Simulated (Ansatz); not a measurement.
# Distance dependence of the exchange couplings in ferromagnetic hcp Co (PBEsol, constrained moments)

Cobalt is a metal whose itinerant electrons can carry exchange over many atomic distances and with either sign, yet its moments line up parallel. How much of that order rests on near neighbours, and how much survives the competition further out, matters for thin films and magnetic multilayers, where distant neighbours are the first to be cut away. We calculated the couplings J between pairs of Co atoms in the ferromagnetic state with PBEsol, at constrained moments and, for comparison, at rigid ones. A positive J favours parallel moments. Each shell is weighed by its part in the mean field per magnetic atom, J times the number of neighbours.

## Systems and settings

One system, Co (P6_3/mmc), in the lowest of the collinear states that were tried (ferromagnetic, 2 atom(s), 2 counted as magnetic, largest moment 1.68 muB), from measured cells of the Crystallography Open Database. Ansatz 0.2.0, plane waves with the earlier PAW datasets of its set soft_1, cutoff 420 eV, collinear spins without spin-orbit coupling, Fermi-Dirac smearing of 0.1 eV. The k mesh is 18×18×10 and the sums for the couplings run over 18×18×10. Functional: PBEsol, Dudarev U (eV) none. The couplings are taken at constrained moments: the directions are held and the rest of the density and field relaxes in linear response. A second set comes from the magnetic force theorem at rigid moments: each moment turns with its exchange field frozen. The mean-field temperature from all couplings of the first set is 1783 K. Shells are pairs of nearly one length and the same elements and relative sign, so that neighbours in the basal plane and out of it can fall into one shell; shells whose pairs differ much, and those beyond half the range that the mesh resolves, are left out, and the list ends well before that range, so further shells exist that are not shown. By the count of bands on its mesh the state is metallic. The same in all rows: elements and relative sign of the two moments in this state: Co–Co, parallel.

Notes on method and selection:

- J is defined by E = -sum over ordered pairs (each pair twice) of J e_i.e_j with unit vectors e, a classical Heisenberg model without biquadratic or multi-spin terms, so J > 0 favours parallel moments and the moment's size is inside J.
- The state is the lowest of a few collinear starts and need not be the true ground state; spin-orbit coupling is left out.
- Far couplings are the most sensitive to the k mesh.
- Couplings at rigid moments can miss in size and sometimes in sign.
- Ansatz's own search for a lower self-consistent state was switched off in these runs, so a run may rest in a state that is not the lowest for its pattern of moments.
- Runs whose couplings were flagged as in doubt, moved by over 30 per cent with the upper empty bands, lost their pattern of moments or rest on unlike orbital states are not listed.
- For crystals with 4f or 5f elements only couplings at constrained moments are used, since rigid ones can be several times too large.
- Runs that did not converge, have known faults or may not be shown are not listed, and runs on Ansatz's PAW sets soft_1 and soft_2 are kept to separate tables.

Columns:

- distance (Å): distance of the pair, the shortest one where a shell joins nearly equal lengths.
- neighbours: such neighbours per magnetic atom.
- J, constrained (meV): mean J of the shell at constrained moments.
- J, rigid (meV): mean J of the same pairs at rigid moments.
- part in mean field (meV): J times neighbours times the relative sign, first set: the shell's part in the mean field that holds this state (negative: it works against the state).

Input lines of one member:

```
magnetization:
  spin_polarized: true
kpoints:
  mp_grid: { grid: [18, 18, 10] }
  band_path:
    path:
      - [0.0, 0.0, 0.0]
      - [0.5, 0.0, 0.0]
      - [0.3333333333, 0.3333333333, 0.0]
      - [0.0, 0.0, 0.0]
      - [0.0, 0.0, 0.5]
      - [0.5, 0.0, 0.5]
      - [0.3333333333, 0.3333333333, 0.5]
    npoints: 11
hamiltonian:
  xc: pbesol
  pseudopotentials: { kind: paw, azcp: { folder: soft_1 }, xc_functional: pbe }
scf:
  occupations: { method: fermi_dirac, width: 0.1 }
  lower_state_search: "off"
output:
  write_bands: true
  eigenstates:
    nscf_kmesh: { grid: [18, 18, 10] }
    top_band: c34
    exchange_couplings: { magnetic: [{ species: Co }] }
```

Command (options for logging and memory left out): `ansatz run input.yaml`

## Table of results

| member | distance (Å) | neighbours | J, constrained (meV) | J, rigid (meV) | part in mean field (meV) |
| --- | --- | --- | --- | --- | --- |
| Co–Co at 2.50 Å | 2.50 | 12 | 17.828 | 13.820 | 213.93 |
| Co–Co at 3.54 Å | 3.54 | 6 | 1.776 | 1.785 | 10.65 |
| Co–Co at 4.07 Å | 4.07 | 2 | 4.559 | 3.473 | 9.12 |
| Co–Co at 4.34 Å | 4.34 | 18 | 1.253 | 1.303 | 22.55 |
| Co–Co at 4.78 Å | 4.78 | 12 | −1.170 | −0.376 | −14.04 |
| Co–Co at 5.01 Å | 5.01 | 6 | −2.130 | −1.052 | −12.78 |
| Co–Co at 5.60 Å | 5.60 | 12 | 0.243 | 0.229 | 2.91 |
| Co–Co at 5.95 Å | 5.95 | 12 | 0.026 | 0.090 | 0.31 |
| Co–Co at 6.14 Å | 6.14 | 6 | ? | ? | ? |
| Co–Co at 6.27 Å | 6.27 | 6 | 0.054 | 0.071 | 0.33 |
| Co–Co at 6.46 Å | 6.46 | 12 | 0.126 | 0.071 | 1.51 |
| Co–Co at 6.63 Å | 6.63 | 24 | −0.439 | −0.276 | −10.53 |
| Co–Co at 6.76 Å | 6.76 | 6 | −0.428 | −0.308 | −2.57 |
| Co–Co at 7.21 Å | 7.21 | 12 | −0.043 | −0.039 | −0.51 |
| Co–Co at 7.78 Å | 7.78 | 24 | 0.010 | 0.018 | 0.24 |

Cells marked ? are withheld until the estimate has been made.

## Why the values move as they do

The nearest shell decides the order. Its twelve neighbours supply 213.93 meV of mean field, while the other shells shown add up to only about 7 meV because they largely cancel. The three shells from 3.54 to 4.34 Å contribute 10.65 + 9.12 + 22.55 = 42.32 meV, and the two at 4.78 and 5.01 Å take back 14.04 + 12.78 = 26.82 meV. The largest opposing part further out is −10.53 meV at 6.63 Å, where 24 neighbours multiply a small coupling.

J drops by a factor of 17.828 / 1.776 = 10.0 from the first shell to the second, but the fall is not smooth. The pairs at 4.07 Å, which lie along the hexagonal axis, couple at 4.559 meV, more strongly than the closer pairs at 3.54 Å. This suggests that direction matters as well as length, though an oscillation with distance could also break the order. Among the shells shown, the sign turns negative at 4.78 Å, positive again at 5.60 Å, negative at 6.63 Å and positive at 7.78 Å.

Theory gives two reasons for this pattern. Neighbouring atoms are coupled strongly through direct overlap of their d orbitals, which fades quickly with distance. What remains is carried by electrons at the Fermi surface, whose response to a local moment oscillates in space with periods and strengths that depend on direction. For a simple spherical Fermi surface the envelope would fall as 1/R³.

Rigid moments give the same sign in every shell shown, but a nearest-neighbour J smaller by a factor of 13.820 / 17.828 = 0.775. All these couplings belong to the ferromagnetic state. The Co moment shrinks in the antiferromagnetic states that were tried, so the same J need not describe them.

## Estimating the withheld member

Plain estimates from the members shown:

- Co–Co at 6.14 Å, straight-line interpolation between Co–Co at 5.95 Å and Co–Co at 6.27 Å: w = (6.14 − 5.95) / (6.27 − 5.95) = 0.594, so 0.026 + 0.594 × (0.054 − 0.026) = 0.043 meV

Straight-line interpolation gives 0.043 meV, but it ignores direction and leaves a gap in the total mean field. For this definition of J, the sum of all parts is (3/2) k_B T, with k_B = 0.08617 meV/K: 1.5 × 0.08617 × 1783 = 230.46 meV. The shells shown sum to 213.93 + 42.32 − 26.82 + 2.91 + 0.31 + 0.33 + 1.51 − 10.53 − 2.57 − 0.51 + 0.24 = 221.12 meV, so 230.46 − 221.12 = 9.34 meV is missing.

The hcp lattice has one other unlisted shell within the tabled range, twelve neighbours near 7.5 Å. If interpolation were right, that shell and those beyond the list would have to supply 9.34 − 6 × 0.043 = 9.08 meV. Carried by the twelve alone, this is 9.08 / 12 = 0.76 meV per pair, more than any coupling shown beyond 5.01 Å.

We therefore spread the missing part evenly over the 6 + 12 unlisted neighbours: 9.34 / 18 = 0.52 meV. Equal sharing, and a net contribution of zero from beyond the list, are assumptions.

Hiding each of the eight shown shells from 5.60 Å outward in turn tests the route. For 5.60 Å it gives (9.34 + 2.91) / 30 = 0.41 meV against 0.243 meV; for 6.76 Å, the worst case, it misses by 0.71 meV. The root-mean-square miss is 0.38 meV, which we take as the error. A positive sign is thus favoured but not secured.

**Committed estimate, Co–Co at 6.14 Å: J, constrained = 0.5 ± 0.4 meV.**

## How the estimate fared

| member | distance (Å) | neighbours | J, constrained (meV) | J, rigid (meV) | part in mean field (meV) |
| --- | --- | --- | --- | --- | --- |
| Co–Co at 6.14 Å | 6.14 | 6 | 0.450 | 0.350 | 2.70 |

| member | estimate | J, constrained (meV) | computed | estimate − computed | miss in error bars |
| --- | --- | --- | --- | --- | --- |
| Co–Co at 6.14 Å | committed | 0.500 | 0.450 | +0.050 | 0.1 |
| Co–Co at 6.14 Å | interpolation | 0.043 | 0.450 | −0.407 |  |

The estimate of 0.5 ± 0.4 meV lies 0.05 meV above the computed 0.450 meV, well inside its error bar. Interpolation was 0.407 meV too low.

The gap in the mean-field sum pointed to the right sign, but the agreement gives the route little support. In all eight trials on shown shells it came out too high, with a typical miss of 0.38 meV. Simply setting those eight couplings to zero would have missed by 0.24 meV. Equal sharing among the unlisted neighbours also remains unconfirmed: this shell supplies 2.70 meV of the missing part, and 9.34 − 2.70 = 6.64 meV still has to come from shells not listed.

Interpolation probably failed because it joined pairs that point in different directions. From the hcp geometry, the pairs at 6.14 Å rise about 19° out of the basal plane, those at 5.95 Å about 43° and those at 6.27 Å about 77°. A coupling many times larger than at either neighbouring distance fits exchange carried by a direction-dependent Fermi surface, though the table contains no Fermi-surface data to test this.

## Members off the line

The nearest shell stands apart at 17.828 meV, as expected from direct d overlap between touching atoms. Among the shells that break a smooth decay with distance, three deserve a closer look.

The pairs at 4.07 Å, along the hexagonal axis, have 4.559 meV, against 1.776 meV at 3.54 Å and 1.253 meV at 4.34 Å. The excess is also present at rigid moments, so it does not come from the constrained treatment. Direction-dependent hopping through the d bands is a likely cause.

The pairs at 5.01 Å have the most negative coupling, −2.130 meV. They lie in the basal plane with another Co atom midway between them, and transfer through that atom may strengthen the coupling; its sign would depend on band filling. The size is less secure than the sign, since rigid moments give only −1.052 meV.

The shell at 6.14 Å, at 0.450 meV, is the strongest positive coupling shown beyond 5.01 Å. Its direction is again the likeliest reason. Rigid moments give a similar 0.350 meV, but both sets use the same k mesh, to which distant couplings are most sensitive.

## What to take away

In ferromagnetic Co at this level, the nearest shell decides the order, and the more distant couplings change sign and largely cancel. Distance alone is a poor guide to a coupling: from 5.95 to 6.14 to 6.27 Å, J goes from 0.026 to 0.450 and back to 0.054 meV. For the nine shells from 5.60 to 7.78 Å, a guess of zero misses by roughly 0.27 meV (root mean square), and we have no better rule.

For a spin model, the cutoff matters. With T = 2 × sum / (3 × 0.08617), the first shell alone gives 2 × 213.93 / (3 × 0.08617) = 1655 K. Stopping after 4.34 Å gives 2 × (213.93 + 42.32) / (3 × 0.08617) = 1983 K, and including the negative shells up to 5.01 Å gives 2 × (213.93 + 42.32 − 26.82) / (3 × 0.08617) = 1775 K, close to the full 1783 K.

These are mean-field temperatures. Spin fluctuations, which mean-field theory neglects, would lower them, so none should be read as a prediction of the Curie temperature.

[Logs are printed without paths, hosts, clocks, repeated set-up lines and the standing remarks that a program may print on its own settings, such as how far it seeks lower states.]
